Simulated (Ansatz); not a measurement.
# A series in volume scale on In

Plane-wave DFT, scalar-relativistic PAW made under PBE with cores redone for the functional, no dispersion; the given relaxed cell is scaled uniformly, energy at zero smearing counts from the unscaled cell, pressure at the given Fermi-Dirac smearing is positive in compression. The results are calculated, by Ansatz 0.2.0.

The cell before it is scaled or strained (space group Fd-3m, No. 227):
```
In
1.0
      0.0000     3.4975     3.4975
      3.4975     0.0000     3.4975
      3.4975     3.4975     0.0000
In
2
Direct
  0.12500 0.12500 0.12500
  0.87500 0.87500 0.87500
```

Settings of every row: spin polarised no; functional BLYP; wave cutoff 420 eV; smearing width 0.1 eV; k mesh 9x9x9.

Atom starting moment: 0 on all atoms.

Limits: the cell comes from a prototype or a list of computed structures and needn't be the stable phase.

| row | volume scale | V (Å³/atom) | pressure (GPa) | energy change per atom (meV) |
| --- | --- | --- | --- | --- |
| 1 | 0.88 | 37.649 | 2.26 | 26.84 |
| 2 | 0.92 | 39.361 | 1.21 | 9.67 |
| 3 | 0.96 | 41.072 | 0.49 | 1.83 |
| 4 | 1.04 | 44.495 | ? | ? |
| 5 | 1.08 | 46.206 | -0.89 | 11.66 |
| 6 | 1.12 | 47.917 | -1.18 | 23.43 |

Question: what pressure and energy change per atom should row 4 give?

Worked fit of pressure. Take u = (V_r/V)^(2/3) − 1 with V_r = 41.072 Å³ an atom, which is twice the finite (Eulerian) strain; such expansions in the strain, on which the Birch-Murnaghan equation of state is built, carry the rest volume and the bulk modulus. The shown rows have u = 0.05973, 0.02877, 0, -0.07552, -0.09766. Least squares give pressure = 0.477 + 24.64 × u + 81 × u² GPa; a straight line predicts inner rows, each left out in turn, worse (root mean square 0.21 against 0.053 GPa). The rows lie off it by 0.02, -0.04, 0.01, 0.03, -0.02. The withheld row has u = -0.05197, so the fit gives 0.477 + 24.64 × (-0.05197) + 81 × (-0.05197)² = -0.58 GPa.

The calculation gave -0.51 GPa. The fit lies 0.07 GPa (14 % of the value, 2 % of the column's range) below it; its largest miss of a shown row is 0.04 GPa.

Worked fit of energy change per atom. Take u = (V_r/V)^(2/3) − 1 with V_r = 41.072 Å³ an atom, which is twice the finite (Eulerian) strain; such expansions in the strain, on which the Birch-Murnaghan equation of state is built, carry the rest volume and the bulk modulus. The shown rows have u = 0.05973, 0.02877, 0, -0.07552, -0.09766. Least squares give energy change per atom = 1.588 + 175.87 × u + 4093.6 × u² meV; a straight line predicts inner rows, each left out in turn, worse (root mean square 11 against 0.49 meV). The rows lie off it by 0.14, -0.37, 0.24, 0.01, -0.03 (root mean square 0.21 meV). The withheld row has u = -0.05197, so the fit gives 1.588 + 175.87 × (-0.05197) + 4093.6 × (-0.05197)² = 3.50 meV.

The calculation gave 3.47 meV. The fit lies 0.03 meV (0.12 % of the column's range) above it; its largest miss of a shown row is 0.37 meV.
